Singly charged 3d and 4d ions, computed with the B-spline radial atomic code version 1: all-electron non-relativistic Hartree-Fock averaged over the configuration, point nucleus, radial basis-set limit. f(s) is the coherent X-ray scattering factor of the spherical density at s = sin θ/λ, and Σ<r²> is summed over all electrons.

## Script

```python
# Table: X-ray form factors f(s) at s = 0.7, 2, 4 1/A and sum <r^2> of 3d and 4d +1 ions; B-spline radial
# atomic code, non-relativistic Hartree-Fock, configuration average. Tested: (A) f = c N, (B) f follows
# sum <r^2>, (C) core contraction: the Mn+ / Ru+ curve rescaled by 1/(Z - sigma); plus a d->s swap test.
T = {
    'ion': ['Ti+', 'Cr+', 'Mn+', 'Co+', 'Ni+', 'Cu+', 'Zr+', 'Mo+', 'Tc+', 'Ru+', 'Pd+', 'Cd+'],
    'Z': [22, 24, 25, 27, 28, 29, 40, 42, 43, 44, 46, 48],
    'N': [21, 23, 24, 26, 27, 28, 39, 41, 42, 43, 45, 47],
    'configuration': ['[Ar] 3d2 4s1', '[Ar] 3d5', '[Ar] 3d5 4s1', '[Ar] 3d8', '[Ar] 3d9', '[Ar] 3d10', '[Kr] 4d2 5s1', '[Kr] 4d5', '[Kr] 4d5 5s1', '[Kr] 4d7', '[Kr] 4d9', '[Kr] 4d10 5s1'],
    'f_0_7': [7.217, 7.758, 8.099, 8.855, 9.307, 9.803, 16.693, 17.637, 18.043, 18.442, 19.161, 19.853],  # electrons
    'f_2_0': [2.265, 2.69, 2.921, 3.365, 3.582, 3.791, 5.46, 5.698, 5.828, 5.971, 6.297, 6.691],  # electrons
    'f_4_0': [1.032, 1.115, 1.155, 1.238, 1.283, 1.331, 2.228, 2.453, 2.569, 2.684, 2.915, 3.141],  # electrons
    'r2': [29.66, 21.58, 26.66, 19.67, 19.09, 18.53, 46.59, 38.48, 44.06, 36.84, 35.14, 39.19],  # bohr²
}
import numpy as np
from scipy.constants import physical_constants as pc
from scipy.interpolate import CubicSpline, PchipInterpolator
a0 = pc['Bohr radius'][0]*1e10
ion = T['ion']; Z = np.array(T['Z'], float); N = np.array(T['N'], float); r2 = np.array(T['r2'], float)
S = {'f_0_7': 0.7, 'f_2_0': 2.0, 'f_4_0': 4.0}; F = {k: np.array(T[k], float) for k in S}
s1 = np.array(['s1' in c for c in T['configuration']]); q = lambda s: 4*np.pi*s*a0
# further output of the same calculation (nodes 0.7, 2, 4 are taken from the table)
sg = [.05,.1,.15,.2,.25,.3,.35,.4,.5,.6,.8,.9,1,1.2,1.4,1.6,1.8,2.5,3,5,6]
fx = {'Mn+': [23.529,22.313,20.735,19.061,17.407,15.823,14.347,13.007,10.799,9.2026,7.3351,6.7767,6.328,5.5503,4.8085,4.0992,3.4611,2.0052,1.54,0.94024,0.753],
      'Ru+': [42.338,40.527,37.988,35.163,32.377,29.817,27.559,25.616,22.554,20.278,16.816,15.292,13.842,11.236,9.1687,7.6766,6.6598,4.9084,4.0908,1.8178,1.3882]}
ri = {'Mn+': {'1s':24.524,'2s':5.256,'2p':5.1768,'3s':1.6264,'3p':1.4959,'3d':1.1583},
      'Ru+': {'1s':43.483,'2s':9.8651,'2p':9.831,'3s':3.4731,'3p':3.3767,'3d':3.1955,'4d':0.83409}}
print('rounding floor: f 0.0005 e (%.3f%% of smallest f), r2 0.005 bohr^2' % (0.05/F['f_4_0'].min()))
print('q [1/bohr] at s=0.7,2,4:', ' '.join('%.2f' % q(s) for s in S.values()))
res = {k: np.zeros(len(Z)) for k in S}; K = np.zeros(len(Z)); el = {}; sw = {}
for name, m, ref, mid, top in (('3d', Z < 35, 'Mn+', 'Mn+', 14), ('4d', Z > 35, 'Ru+', 'Tc+', 25)):
    i = ion.index(ref); z = Z[m]
    pts = sorted(list(zip(sg, fx[ref])) + [(S[k], F[k][i]) for k in S])
    x, y = np.log(np.array(pts)).T; cs, ph = CubicSpline(x, y), PchipInterpolator(x, y)
    print('== %s series, reference %s; sigma=Z-n^2<1/r>:' % (name, ref),
          ' '.join('%s %.1f' % (o, Z[i]-int(o[0])**2*v) for o, v in ri[ref].items()))
    print(' B small-s expansion minus f [e]:', ' '.join('s=%.2f %+.2f' % (s, N[i]-q(s)**2*r2[i]/6-f)
          for s, f in list(zip(sg, fx[ref]))[:4]))
    K[m] = 2/(1+(q(4.0)/(2*(z-Z[i]+ri[ref]['1s'])))**2)**2
    grid = np.arange(-10, top+0.01, 0.1)
    for k, s in S.items():
        f = F[k][m]; err = lambda sg_, g: np.exp(g(np.log(s*(Z[i]-sg_)/(z-sg_))))/f-1
        best = [grid[np.argmin([np.sum(err(t, g)**2) for t in grid])] for g in (cs, ph)]
        res[k][m] = 100*err(best[0], cs)
        u = N[m]/f; c = u.sum()/(u**2).sum()
        el[name, k] = np.polyfit(np.log(N[m]), np.log(f), 1)[0]
        print(' s=%.1f df/dZ %.3f e; dlnf/dlnN %.2f; dlnf/dlnZ %.2f; ref -dlnf/dlns %.2f; rise %.1f%%' % (
            s, np.polyfit(z, f, 1)[0], el[name, k], np.polyfit(np.log(z), np.log(f), 1)[0],
            -cs(np.log(s), 1), 100*(f[-1]/f[0]-1)))
        print('   A c %.4f max %.1f%% | B R2(f,r2) %.2f | C sig=0 max %.1f%%; sig %.1f max %.2f%% (pchip %.1f, %.2f%%)' % (
            c, 100*abs(c*u-1).max(), np.corrcoef(f, r2[m])[0, 1]**2, 100*abs(err(0, cs)).max(),
            best[0], abs(res[k][m]).max(), best[1], 100*abs(err(best[1], ph)).max()))
    d = m & ~s1; j = ion.index(mid); zd = Z[d]
    w = np.array([np.prod([(Z[j]-b)/(a-b) for b in zd if b != a]) for a in zd])
    sw[name] = [F[k][j]-w@F[k][d] for k in S] + [r2[j]-w@r2[d]]
    print(' swap %s minus d^n interpolation: f %+.3f %+.3f %+.3f e (floor %.4f), r2 %+.2f bohr^2' % (
        mid, *sw[name][:3], 0.0005*(1+abs(w).sum()), sw[name][3]))
    low = [F[k][j]-np.polyval(np.polyfit(zd, F[k][d], len(zd)-2), Z[j]) for k in S]
    print('   same, one polynomial degree lower: f %+.3f %+.3f %+.3f e' % tuple(low))
ex = N-q(0.7)**2*r2/6
print('B expansion at s=0.7: from %.0f to %.0f e' % (ex.min(), ex.max()))
print('ion  f/N(0.7,2,4) | C resid % (0.7,2,4) | 1s pair at s=4 [e], f(4)-1s pair [e]')
for n in range(len(Z)):
    print('%-4s' % ion[n], ' '.join('%.4f' % (F[k][n]/N[n]) for k in S), '|',
          ' '.join('%+.2f' % res[k][n] for k in S), '| %.3f %+.3f' % (K[n], F['f_4_0'][n]-K[n]))
for nm, m in (('3d', Z < 35), ('4d', Z > 35)):
    print('%s rise first->last at s=4: table %.3f e, 1s pair %.3f e' % (nm, np.ptp(F['f_4_0'][m]), np.ptp(K[m])))
assert all((np.diff(F[k]) > 0).all() for k in S)
assert all(v[3] > 4 and max(abs(t) for t in v[:3]) < 0.05 for v in sw.values())
assert el['3d', 'f_2_0'] > 1.5 and el['4d', 'f_4_0'] > 1.5
assert (ex < 0).all()
```

It prints:

```
rounding floor: f 0.0005 e (0.048% of smallest f), r2 0.005 bohr^2
q [1/bohr] at s=0.7,2,4: 4.65 13.30 26.60
== 3d series, reference Mn+; sigma=Z-n^2<1/r>: 1s 0.5 2s 4.0 2p 4.3 3s 10.4 3p 11.5 3d 14.6
 B small-s expansion minus f [e]: s=0.05 -0.02 s=0.10 -0.28 s=0.15 -1.16 s=0.20 -2.92
 s=0.7 df/dZ 0.370 e; dlnf/dlnN 1.07; dlnf/dlnZ 1.11; ref -dlnf/dlns 0.79; rise 35.8%
   A c 0.3422 max 2.3% | B R2(f,r2) 0.72 | C sig=0 max 6.6%; sig 7.7 max 2.25% (pchip 7.8, 2.32%)
 s=2.0 df/dZ 0.219 e; dlnf/dlnN 1.80; dlnf/dlnZ 1.87; ref -dlnf/dlns 1.67; rise 67.4%
   A c 0.1224 max 13.5% | B R2(f,r2) 0.75 | C sig=0 max 3.8%; sig 3.2 max 0.31% (pchip 3.2, 0.35%)
 s=4.0 df/dZ 0.042 e; dlnf/dlnN 0.88; dlnf/dlnZ 0.91; ref -dlnf/dlns 0.87; rise 29.0%
   A c 0.0481 max 2.2% | B R2(f,r2) 0.75 | C sig=0 max 0.7%; sig 0.7 max 0.41% (pchip -0.2, 0.33%)
 swap Mn+ minus d^n interpolation: f +0.018 +0.004 +0.000 e (floor 0.0030), r2 +5.75 bohr^2
   same, one polynomial degree lower: f +0.019 +0.001 +0.001 e
== 4d series, reference Ru+; sigma=Z-n^2<1/r>: 1s 0.5 2s 4.5 2p 4.7 3s 12.7 3p 13.6 3d 15.2 4d 30.7
 B small-s expansion minus f [e]: s=0.05 -0.02 s=0.10 -0.24 s=0.15 -1.10 s=0.20 -3.02
 s=0.7 df/dZ 0.391 e; dlnf/dlnN 0.92; dlnf/dlnZ 0.94; ref -dlnf/dlns 0.65; rise 18.9%
   A c 0.4274 max 1.2% | B R2(f,r2) 0.45 | C sig=0 max 3.6%; sig 13.4 max 0.25% (pchip 13.4, 0.24%)
 s=2.0 df/dZ 0.154 e; dlnf/dlnN 1.09; dlnf/dlnZ 1.11; ref -dlnf/dlns 0.96; rise 22.5%
   A c 0.1398 max 1.8% | B R2(f,r2) 0.35 | C sig=0 max 2.5%; sig 6.0 max 1.05% (pchip 6.3, 0.96%)
 s=4.0 df/dZ 0.114 e; dlnf/dlnN 1.84; dlnf/dlnZ 1.89; ref -dlnf/dlns 1.71; rise 41.0%
   A c 0.0617 max 8.0% | B R2(f,r2) 0.41 | C sig=0 max 2.0%; sig 4.4 max 0.03% (pchip 5.1, 0.31%)
 swap Tc+ minus d^n interpolation: f -0.007 +0.000 +0.000 e (floor 0.0011), r2 +6.39 bohr^2
   same, one polynomial degree lower: f +0.011 -0.011 +0.000 e
B expansion at s=0.7: from -129 to -39 e
ion  f/N(0.7,2,4) | C resid % (0.7,2,4) | 1s pair at s=4 [e], f(4)-1s pair [e]
Ti+  0.3437 0.1079 0.0491 | -2.25 +0.26 -0.41 | 1.047 -0.015
Cr+  0.3373 0.1170 0.0485 | -0.26 +0.31 -0.13 | 1.148 -0.033
Mn+  0.3375 0.1217 0.0481 | +0.00 +0.00 +0.00 | 1.194 -0.039
Co+  0.3406 0.1294 0.0476 | +0.02 +0.09 +0.04 | 1.277 -0.039
Ni+  0.3447 0.1327 0.0475 | -0.63 +0.15 -0.10 | 1.315 -0.032
Cu+  0.3501 0.1354 0.0475 | -1.62 +0.27 -0.33 | 1.349 -0.018
Zr+  0.4280 0.1400 0.0571 | +0.24 -1.03 -0.02 | 1.613 +0.615
Mo+  0.4302 0.1390 0.0598 | -0.05 -0.31 +0.02 | 1.645 +0.808
Tc+  0.4296 0.1388 0.0612 | +0.01 -0.08 -0.02 | 1.659 +0.910
Ru+  0.4289 0.1389 0.0624 | +0.00 +0.00 +0.00 | 1.672 +1.012
Pd+  0.4258 0.1399 0.0648 | +0.18 -0.21 -0.02 | 1.697 +1.218
Cd+  0.4224 0.1424 0.0668 | +0.25 -1.05 +0.03 | 1.720 +1.421
3d rise first->last at s=4: table 0.299 e, 1s pair 0.302 e
4d rise first->last at s=4: table 0.913 e, 1s pair 0.106 e
```
